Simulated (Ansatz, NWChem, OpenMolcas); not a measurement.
# A ladder of methods for PF3 (SMILES FP(F)F)

PF3 has 4 atoms, charge 0, and is taken as a singlet. As SMILES, `FP(F)F`. The coordinates come from a PBE0-D4/def2-TZVP relaxation.

```tsv
atom	x (Å)	y (Å)	z (Å)
F	0.8344	-0.6632	0.8745
P	-0.2975	0.3146	0.3923
F	-1.0619	-0.6965	-0.5369
F	0.5250	1.0452	-0.7300
```

Each level gives the vertical ionisation energy (to the doublet cation) (eV). The values are calculated.

```csv
level,kind,program,value (eV),CPU time (all runs)
HF/STO-3G,Hartree–Fock,OpenMolcas,7.94,3.9 s
"HF/STO-3G, open shells restricted",Hartree–Fock,OpenMolcas,8.14,4.5 s
SVWN5/STO-3G,LDA,OpenMolcas,6.98,8.7 s
PBE/STO-3G,GGA,OpenMolcas,6.94,12 s
"HCTH/93/x2c-SVPall-2c (sfX2C, density fitting with weigend coulomb fitting)",GGA,NWChem,11.67,7 s
r2SCAN/STO-3G,meta-GGA,OpenMolcas,7.33,14 s
B3LYP/STO-3G,global hybrid,OpenMolcas,7.51,11 s
M06-2X/STO-3G,hybrid meta-GGA,OpenMolcas,7.97,13 s
PBE0/STO-3G,global hybrid,OpenMolcas,7.60,10 s
CAM-B3LYP-D3(BJ)-ATM/x2c-SVPall (sfX2C),range-separated hybrid,Ansatz,12.11,3.8 s
```

The values span 6.94 to 12.11 eV. Times are those of the runs behind each value, whatever else they computed, on shared processors of several kinds: orders of magnitude only.

The basis set, not the treatment of exchange and correlation, dominates this ladder. Every STO-3G value lies between 6.94 and 8.14 eV, far below the known ionisation energy of PF3, whereas the two calculations in larger bases give 11.67 and 12.11 eV, in the right region. The electron leaves an orbital that is mainly the phosphorus lone pair, normally stabilised by electron withdrawal to fluorine. A minimal basis cannot adapt to this charge shift or polarise the lone pair, so it probably places that orbital much too high.

Within STO-3G, exact exchange raises the result from PBE through PBE0 to Hartree–Fock, though M06-2X slightly exceeds unrestricted Hartree–Fock, so the exchange fraction alone does not fix the order. Restricting the open shell raises the value further because the cation loses spin-polarisation freedom while the closed-shell neutral is unaffected. The STO-3G spread thus shows sensitivity to the functional, not accuracy, and the difference between the two larger-basis results cannot be assigned to exchange alone, since their basis sets differ too.
